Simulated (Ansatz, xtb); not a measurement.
## Two isomers of GeH7NSSi

Structure a is `N[SiH2][GeH2][SH]`, a singlet and structure b is `[NH2][Ge@@H]([SiH3])[SH]`, a singlet. Both are isolated molecules in the gas phase, relaxed with PBE0-D3(BJ)/def2-SVP; the shapes shown needn't be the lowest conformers.

a (Å):

```
atom    x (Å)    y (Å)    z (Å)
  Ge  -0.7208  -0.9018   0.7043
   N   1.6439   1.0916   2.1779
   S   1.0410  -1.9246  -0.2560
  Si   0.2957   0.0959   2.6277
   H   1.4385   2.0121   1.8025
   H   2.3758   0.6548   1.6244
   H   0.7608  -1.0130   3.5135
   H  -0.6957   0.9478   3.3502
   H  -1.8534  -1.9246   0.9429
   H  -1.2358   0.1563  -0.2971
   H   0.5045  -1.9946  -1.4931
```

b (Å):

```xyz
11

Ge   -0.2713   -1.2968    0.5077
N     0.8239    0.0584   -0.0769
S    -0.7939   -2.5251   -1.2820
Si   -2.2427   -0.3068    1.4056
H     1.0221    0.7758    0.6168
H     1.7006   -0.2574   -0.4857
H     0.3848   -2.3340    1.4525
H    -2.9624    0.4070    0.3078
H    -1.9185    0.6731    2.4898
H    -3.1233   -1.3760    1.9639
H    -1.3045   -1.4739   -1.9602
```

Q: Which of the two would you expect CCSD(T)/def2-SVP + ΔMP2/def2-TZVPP electronic energies to favour?

A: Structure a; the calculation gives E(b) − E(a) = +0.297 eV.

How the difference moves with the method:

```tsv
level	geometry	E(b) − E(a) (eV)	departure from the last row (eV)	job, with rough time for the two
GFN2-xTB	GFN2-xTB	+0.251	−0.046	optimisation, 0.21 s
HF/STO-3G	GFN2-xTB	−0.001	−0.299	single point, 0.38 s
r2SCAN-D4/def2-SVP	GFN2-xTB	+0.266	−0.031	single point, 2.6 s
PBE0-D3(BJ)/def2-SVP	PBE0-D3(BJ)/def2-SVP	+0.302	+0.005	optimisation, 63 s
HF/def2-SVP	PBE0-D3(BJ)/def2-SVP	+0.321	+0.024	part of the CCSD(T) run
MP2/def2-SVP	PBE0-D3(BJ)/def2-SVP	+0.250	−0.047	part of the CCSD(T) run
CCSD(T)/def2-SVP	PBE0-D3(BJ)/def2-SVP	+0.244	−0.053	single point
CCSD(T)/def2-SVP + ΔMP2/def2-TZVPP	PBE0-D3(BJ)/def2-SVP	+0.297		single point, 25 s
```

As drawn, b has 1 Ge–N, 1 Si–H in place of 1 N–Si, 1 Ge–H.

HF/STO-3G finds them nearly level. The largest departure from CCSD(T)/def2-SVP + ΔMP2/def2-TZVPP is that of HF/STO-3G, 0.299 eV. The last row adds to CCSD(T) the change of the MP2 difference between the two basis sets, here +0.053 eV.

With thermal terms from frequencies at re-optimised GFN2-xTB minima (ideal gas, soft modes damped towards free rotors, one conformer each, 298.15 K, 1 atm): the zero-point term adds −0.012 eV; ΔH is +0.292 and ΔG +0.289 eV.

The correlated steps freeze 20 core orbitals; the filled d shell of Ge is correlated, in a basis made for valence electrons. Mirror images aren't counted in ΔG. Run with Ansatz 0.2.0, xtb 6.7.1; the last row on 2 threads of Intel(R) Xeon(R) 6975P-C (Granite Rapids) on a shared host.

Structure a, with the amino group on silicon, is favoured by +0.297 eV, and the thermal terms barely alter that preference. Both isomers keep the Si–Ge and Ge–S links, so the comparison is essentially an exchange of Si–N and Ge–H for Ge–N and Si–H. Silicon binds hydrogen more strongly than germanium does, which by itself would favour b, but its advantage in binding nitrogen is larger. The Si–N bond is shorter and more polar, with better overlap and a stronger electrostatic contribution, helped by some delocalisation of the nitrogen lone pair into σ* orbitals on silicon.

Every level except HF/STO-3G clearly favours a. That outlier probably reflects the minimal basis, which describes polar bonds poorly, rather than missing correlation, since HF/def2-SVP recovers the preference. The ordering concerns only where the amino group sits; it doesn't show whether moving the thiol group to silicon would give a still more stable isomer.
